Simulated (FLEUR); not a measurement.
# Nickel moments and the energy of type-I antiparallel against parallel order in rocksalt NiO at changing volume, all-electron LDA+U

Nickel in NiO is a 2+ ion with eight d electrons. In its octahedron of oxygen the t2g shell is full and the two eg orbitals, which point at the oxygens, hold one unpaired electron each. Compression pushes these orbitals further into the oxygen p shell, and expansion draws them apart. I follow what this does to the nickel moment and to the energy of the type-I antiparallel order, counted from the parallel order per nickel atom, so that a positive number favours parallel spins. Volumes are relative to the measured cell. The question matters for NiO as an antiferromagnetic layer in magnetic devices, where a substrate or pressure changes the distances on which the exchange depends.

## How the numbers were made

NiO (rocksalt): the measured cell (COD); 2 atoms in the primitive cell, fractional positions held. First order: parallel (+); second order: antiparallel (+-, cell doubled at q=(0,1/2,1/2)), q in fractions of the reciprocal vectors of the primitive cell. FLEUR MaX-R8.1, all-electron FLAPW in bulk geometry, scalar-relativistic valence, LDA (VWN) with U = 6 eV on Ni d (double counting: FLL), basis cutoff 4.4 1/bohr, density cutoff 13.2 1/bohr, Fermi-Dirac smearing of 0.05 eV, muffin-tin radii Ni 2.35, O 1.33 bohr. Local moments are those inside the muffin-tin spheres. Collinear spins without spin-orbit coupling, 8x8x8 k-points for the first order in every row. The same in all rows: net spin moment of the whole primitive cell, first order: 2.000 μB/cell.

Notes on method and selection:

- Each run ends in the state reached from its typed start, which may not be the lowest.
- The spheres keep their radius, so sphere moments at unlike sizes cover unlike shares of space.
- The two orders are a test pair; neither need be the ground order.
- In rocksalt, q = (0,1/2,1/2) is the type-I order and q = (0,0,1/2) the type-II order.
- Runs that did not converge, have known faults or may not be shown are not listed, and runs on Ansatz's PAW sets soft_1 and soft_2 are kept to separate tables.

Columns:

- relative volume: volume of the cell over its starting value, all lengths scaled alike.
- band gap (eV): Kohn-Sham band gap of the first order on its k-point mesh; set to zero under 0.1 eV or twice the smearing width (level spacings that a finite mesh gives in a metal), blank from there to 0.3 eV, where the mesh cannot tell.
- moment, second order (μB): largest spin moment inside a sphere, second order.
- largest local moment (μB): largest spin moment inside a sphere, first order.
- second less first (meV): free energy of the second order less the first, per magnetic atom, where the second keeps its moments.
- energy of strained cell (meV/cell): free energy of the strained cell in the first order above its lowest row, per primitive cell; its curvature gives the bulk modulus (equation of state).

## Table of results

| member | relative volume | band gap (eV) | moment, second order (μB) | largest local moment (μB) | second less first (meV) | energy of strained cell (meV/cell) |
| --- | --- | --- | --- | --- | --- | --- |
| relative volume 0.88 | 0.88 | 1.28 | 1.743 | 1.731 | 18.7 | 71.7 |
| relative volume 0.91 | 0.91 | 1.42 | 1.751 | 1.738 | 18.0 | 18.2 |
| relative volume 0.94 | 0.94 | 1.57 | 1.759 | 1.745 | 17.2 | 0.0 |
| relative volume 0.97 | 0.97 | 1.67 | 1.765 | 1.751 | 16.5 | 5.4 |
| relative volume 1 | 1.00 | 1.76 | 1.771 | 1.757 | 15.7 | 36.3 |
| relative volume 1.03 | 1.03 | 1.84 | 1.776 | 1.762 | 14.9 | 77.1 |
| relative volume 1.06 | 1.06 | 1.90 | ? | ? | ? | ? |
| relative volume 1.09 | 1.09 | 1.93 | 1.785 | 1.771 | 13.5 | 226.9 |
| relative volume 1.12 | 1.12 | 1.83 | 1.789 | 1.775 | 12.8 | 302.2 |

Cells marked ? are withheld until the estimate has been made.

## Mechanism

The parallel order is lower in every row shown, but its lead shrinks from 18.7 meV at volume 0.88 to 12.8 meV at 1.12. The mean slope is (12.8 − 18.7) / (1.12 − 0.88) = −24.6 meV per unit of relative volume, or about a quarter of a meV for each percent.

This does not contradict the type-II antiferromagnetism of real NiO. That order rests on the strong antiparallel coupling of second neighbours through a straight Ni–O–Ni bridge, and those neighbours are parallel in both orders compared here. What differs is the nearest-neighbour shell, where 8 of 12 neighbours are reversed. Take unit spins, an energy of −J₁ for a parallel pair and +J₁ for an antiparallel one, and neglect more distant shells. Each atom owns half of its 8 reversed pairs, and each reversal costs 2 J₁, so the difference is 8 J₁ per nickel atom, which gives J₁ = 15.7 / 8 = 1.96 meV at the measured volume, weakly ferromagnetic.

Such a coupling is expected for a 90° bridge. Two nickel ions spin-polarise different p orbitals of one oxygen, and Hund's coupling there favours parallel spins. Expansion weakens the p–d overlap and should reduce this gain, though the table does not separate this path from other contributions to J₁. The size of the moment cannot be the reason, because it moves the other way: in the parallel order the nickel sphere goes from 1.731 to 1.775 μB. As the cell total stays at 2.000 μB, the part outside that sphere falls from 2.000 − 1.731 = 0.269 μB to 2.000 − 1.775 = 0.225 μB. This fits a withdrawal of spin from oxygen to nickel, as expected when the bond becomes less covalent, though a sphere of fixed radius measures it only roughly.

The total energy of the parallel order is less regular than these columns. Its successive steps from 0.94 to 1.03 are 5.4, 30.9 and 40.8 meV per cell, followed by 149.8 over the double step to 1.09 and only 75.3 to 1.12. I suspect the basis, whose number of plane waves jumps with volume at a fixed cutoff, and would not take a bulk modulus from these rows without a check. The difference between the orders shows no such jumps, so most of that error seems to cancel in it.

## Blind estimate

Plain estimates from the members shown:

- relative volume 1.06, straight-line interpolation between relative volume 1.03 and relative volume 1.09: w = (1.06 − 1.03) / (1.09 − 1.03) = 0.500, so 14.9 + 0.500 × (13.5 − 14.9) = 14.2 meV

I take the straight line between the two neighbours, 1.03 and 1.09, which gives 14.2 meV. The same construction, with neighbours 0.03 away on either side, can be tried on four shown rows. At 0.91 it gives (18.7 + 17.2) / 2 = 17.95 against 18.0, at 0.94 it gives (18.0 + 16.5) / 2 = 17.25 against 17.2, at 0.97 it gives (17.2 + 15.7) / 2 = 16.45 against 16.5, and at 1.00 it gives 15.7, as tabulated. The misses are at most 0.05 meV and change sign, which is what rounding to one decimal produces.

An exchange that fades with distance should follow a slightly convex curve, which would put the true value below the line. The slope is (15.7 − 18.7) / 0.12 = −25.0 meV per unit volume in the compressed half and (12.8 − 15.7) / 0.12 = −24.2 in the expanded half. The curvature is then about 0.8 / 0.12 = 7 meV per unit volume squared, and the correction at the midpoint is 0.5 × 7 × 0.03² = 0.003 meV, too small to apply.

The gap of the parallel order at 1.06, 1.90 eV, lies between those of its neighbours, so nothing there suggests a different electronic state. I keep 14.20 meV, with an error of 0.05 meV from the misses of the trial.

**Committed estimate, relative volume 1.06: second less first = 14.20 ± 0.05 meV.**

## Result

| member | relative volume | band gap (eV) | moment, second order (μB) | largest local moment (μB) | second less first (meV) | energy of strained cell (meV/cell) |
| --- | --- | --- | --- | --- | --- | --- |
| relative volume 1.06 | 1.06 | 1.90 | 1.781 | 1.766 | 14.3 | 148.4 |

| member | estimate | second less first (meV) | computed | estimate − computed | miss in error bars |
| --- | --- | --- | --- | --- | --- |
| relative volume 1.06 | committed | 14.2 | 14.3 | −0.1 | 2.0 |
| relative volume 1.06 | interpolation | 14.2 | 14.3 | −0.1 |  |

The computed difference is 14.3 meV and my estimate was 14.2, so it missed by 0.1 meV, twice my error bar. It did no better than the plain interpolation, because it was the same straight line.

The choice of route held, but the error bar was too narrow. Two neighbours and a target, each rounded to one decimal, can together produce a miss of 0.1 meV even on an exactly straight line, and my four trials happened to stay within 0.05. I therefore read no physics into the miss. The convexity I had considered would have lowered the estimate by 0.003 meV, which this row cannot test.

The new row fits the picture of a ferromagnetic nearest-neighbour coupling that fades as the Ni–O–Ni bridges lengthen, but a point between two close neighbours is a weak test of that mechanism. The spin outside the nickel sphere in the parallel order, 2.000 − 1.766 = 0.234 μB, also falls between its neighbours, in line with a gradual loss of covalency.

## Outliers

In the difference between the orders no row stands out: a straight line through the two end rows passes within about 0.1 meV of all the others.

The gap of the parallel order does break its trend. It rises from 1.28 to 1.93 eV up to volume 1.09 and then drops by 0.10 eV at 1.12, while the moments continue smoothly. A likely reason is a change of the lowest empty band: an s-like state that comes down on expansion may have passed below the one that set the gap before. The columns do not identify the band.

In the strain energy the row at 1.03 looks low. The steps on either side of it are 40.8 and 71.3 meV per cell, where the step before them is 30.9 and the one after is 78.5. Raising this one energy by roughly 5 meV would make the sequence much more even. The last step, 75.3 meV, is also smaller than the one before, although the curve should still be steepening at this expansion. Jumps in the number of basis functions at fixed cutoff are the first thing I would check for both.

## Conclusions

Between volumes 0.88 and 1.12 the parallel order stays below the type-I order, and its lead falls almost linearly with volume. A row with neighbours 0.03 away on both sides can be interpolated to about 0.1 meV.

For use with strain, a uniform stretch of 1% in length is about 3% in volume and changes the difference by −24.6 × 0.03 = −0.74 meV per nickel atom, or 0.74 / 15.7 = 4.7% of its value at the measured cell. This holds for equal strain along all axes, not for a film clamped in its plane.

The largest thing missing from this comparison is the second-neighbour superexchange, which cancels between these two orders. It is what stabilises the type-II order of real NiO. The ground order and the Néel temperature therefore cannot be read from these rows.
